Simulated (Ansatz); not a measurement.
Relaxed bulk Re, space group P6_3/mmc (No. 194):

```
Re
1.0
     2.77489    0.00000    0.00000
    -1.38745    2.40313    0.00000
     0.00000    0.00000    4.48413
Re
2
Direct
  0.33333 0.66667 0.75000
  0.66667 0.33333 0.25000
```

Miller indices refer to the conventional cell of P6_3/mmc (No. 194), a = 2.775 Å, b = 2.775 Å, c = 4.484 Å, α = 90.00°, β = 90.00°, γ = 120.00°.

The (001) slab of 6 planes, 11.2 Å thick with 15 Å of vacuum as cut; outer planes Re (top) and Re (bottom).

Computed with Ansatz 0.2.0, DFT PBE, scalar-relativistic, plane waves, PAW. Plane waves to 420 eV, a k mesh through Γ of 15×15×1 on the computed 6-atom cell and Gaussian smearing (0.10 eV); no spin polarisation. A dipole correction removes the field between periodic images along c.

The slab's inner planes relax by over 3 % too, so it holds no bulk-like region.

Results for the relaxed slab:

```yaml
Surface_energy_mean_of_both_faces: 2.63 J/m²
Work_function: 4.90 eV
```

Relaxation lowers the energy by 0.281 J/m² a face; the largest move is 0.090 Å.

```csv
plane (bottom to top),atoms,"spacing to next, bulk (Å)",relaxed (Å),change (%)
1,Re,2.242,2.099,-6.4
2,Re,2.242,2.334,+4.1
3,Re,2.242,2.163,-3.5
4,Re,2.242,2.334,+4.1
5,Re,2.242,2.099,-6.4
6,Re,,,
```

With no bulk-like middle, the error of these values can't be bounded.

Spin-orbit coupling is left out, which matters for the bands of heavy elements.

Worked out: the slab's 6 atoms lie 2.186 eV above the same atoms in the bulk. Shared over two faces of 6.67 Å² this is 163.9 meV/Å², and 1 eV/Å² is 16.02 J/m², which gives 2.63 J/m². The cut crosses 3 bonds a cell (neighbours within 10 % of the shortest distances), so each costs 0.73 eV on this count. The top spacing shrinks by 6.4 %, as is usual at a metal's surface, where atoms that lost neighbours bind closer to those left; the next one widens by 4.1 %, so the relaxation alternates in sign.

The high cost of creating even this close-packed face reflects rhenium's roughly half-filled 5d band, in which mostly bonding states are occupied and cohesion is near its strongest. The 0.73 eV per cut bond is nevertheless well below an equal share of the bulk cohesive energy. Metallic d bonding is not pairwise additive: it grows more slowly than the number of neighbours, so the remaining bonds strengthen when others are lost. The same effect draws the outer plane inward.

The alternation continues to the central spacing, which still contracts by 3.5 %. This suggests that the screening oscillations from the two faces overlap and reinforce each other, so the inner changes probably belong to this thickness rather than to a single surface. The surface energy of 2.63 J/m² lies below estimates derived from the liquid metal's surface tension, probably because PBE tends to underestimate metal surface energies. With only one orientation computed, nothing follows about the equilibrium crystal shape.
